Hydroxide, OH⁻, has added to methylsilane, CH₃SiH₃, to give an anion with five-coordinate silicon. Its shape is a trigonal bipyramid. The oxygen (row 1) and one hydrogen (row 9) lie on the axis, on opposite sides of silicon (row 4). The carbon (row 3) and two more hydrogens (rows 8 and 10) lie around the equator. Row 2 is the hydrogen on oxygen, and rows 5 to 7 are those on carbon.

The table gives Hirshfeld charges from a hybrid density functional, for the anion alone in the gas phase. A solvent could shift them. At each point in space the electron density is shared among the atoms in proportion to their free-atom densities, and the charge of an atom is its nuclear charge less its share of electrons.

Hirshfeld charges, in units of e, of the atoms in the anion formed from hydroxide and methylsilane (charge −1 e, singlet), computed with PySCF 2.14.0 at the PBE0/6-311+G(d,p) level. The calculation is a gas-phase single point at the GFN2-xTB geometry.

```
row  hirshfeld charge (e)  computed element
  1                -0.419                 O
  2                 0.086                 H
  3                -0.252                 C
  4                 0.152                Si
  5                 0.003                 H
  6                 0.006                 H
  7                 0.007                 H
  8                -0.166                 H
  9                -0.252                 H
 10                -0.166                 H
```

(a) How much of its negative charge has the hydroxide kept, and does silicon hold the rest?

Solution. The charge of the OH group is the sum of rows 1 and 2:

−0.419 + 0.086 = −0.333 e

A free hydroxide carries −1 e, so two thirds of the charge now belongs to what was neutral methylsilane. Silicon, the atom to which the hydroxide is bound, is nevertheless positive, at +0.152 e. The negative charge sits on the groups around it.

The reason is electronegativity. Silicon attracts electrons less strongly than oxygen, carbon or hydrogen does, so each of its five bonds is polarised away from it. Silicon accepts a fifth bond and is still positive, so the net negative charge of the anion is found on its neighbours. Whether silicon became less positive when the hydroxide was added can't be read from this table, which has no neutral methylsilane to compare with. The positive value is no oxidation state, since Hirshfeld charges are small even in strongly polar bonds.

(b) The anion has seven hydrogens. Why are some positive and others clearly negative?

Solution. Sort them by the atom to which they are bound. The hydrogen on oxygen has +0.086 e, the three on carbon are almost neutral at about +0.005 e, and those on silicon have −0.166 e or lower. This is the order of electronegativity of the partner: oxygen pulls electrons from hydrogen strongly, carbon slightly, and silicon gives them up. The hydrogens on silicon are therefore hydridic, while the one on oxygen is the most proton-like. The differences of a few thousandths among rows 5 to 7 have no chemical meaning.

(c) Rows 8, 9 and 10 are all hydrogens on silicon. Why does row 9 stand apart, and how large an effect does a simple bonding picture predict?

Solution. Row 9 is more negative than its two neighbours by 0.086 e. What distinguishes it is its place opposite oxygen. In the usual picture of such an axis, oxygen, silicon and hydrogen share four electrons through a single p orbital of silicon. One pair fills a bonding orbital spread over all three atoms. The other fills an orbital that has no part on the silicon p orbital and lies on the two ends.

For an estimate, take two equal ends and a silicon orbital of the same energy. The bonding orbital then has one quarter of its weight on each end, and the upper orbital one half:

electrons on each end = 2 × 1/4 + 2 × 1/2 = 1.5

An ordinary nonpolar two-electron bond would leave 1 electron there, so each end gains 0.5 e. The picture gets the direction right, but the computed excess is only about a sixth of this. The ends are in fact unequal, the equatorial bonds used for comparison are already polar, and Hirshfeld charges understate charge transfer. The Mayer bond order, a measure of shared electron pairs, is also only 6% lower for the axial Si–H bond than for the equatorial ones, whereas the ideal picture would halve it. The four-electron axis is thus a guide to direction and not to size.

Other data of the same run agree with that direction. In the tight-binding geometry, which the density functional calculation took as given, the axial Si–H bond is 0.145 Å longer than the equatorial ones. The electron density computed at its bond point is 22% lower. On the molecular surface, the average energy needed to remove an electron, estimated from the orbital energies, has its lowest value beside row 9, 1.7 eV below the minima beside rows 8 and 10. The electrons there are the most loosely held, and since the basis has no diffuse functions on hydrogen, the charge of row 9 is probably the least certain of the three.

A second cause may contribute. Row 9 is also the atom farthest from the negative oxygen, and charge could simply be pushed towards it through space. Two hydrogens on carbon, rows 6 and 7, are almost as far away and show no such gain, but C–H bonds yield less easily than Si–H bonds. The bond length is entangled with the position too, because the tight-binding geometry makes this Si–H bond longer than the other two. Would row 9 still stand apart if its bond were shortened to the equatorial length and the charges computed again?
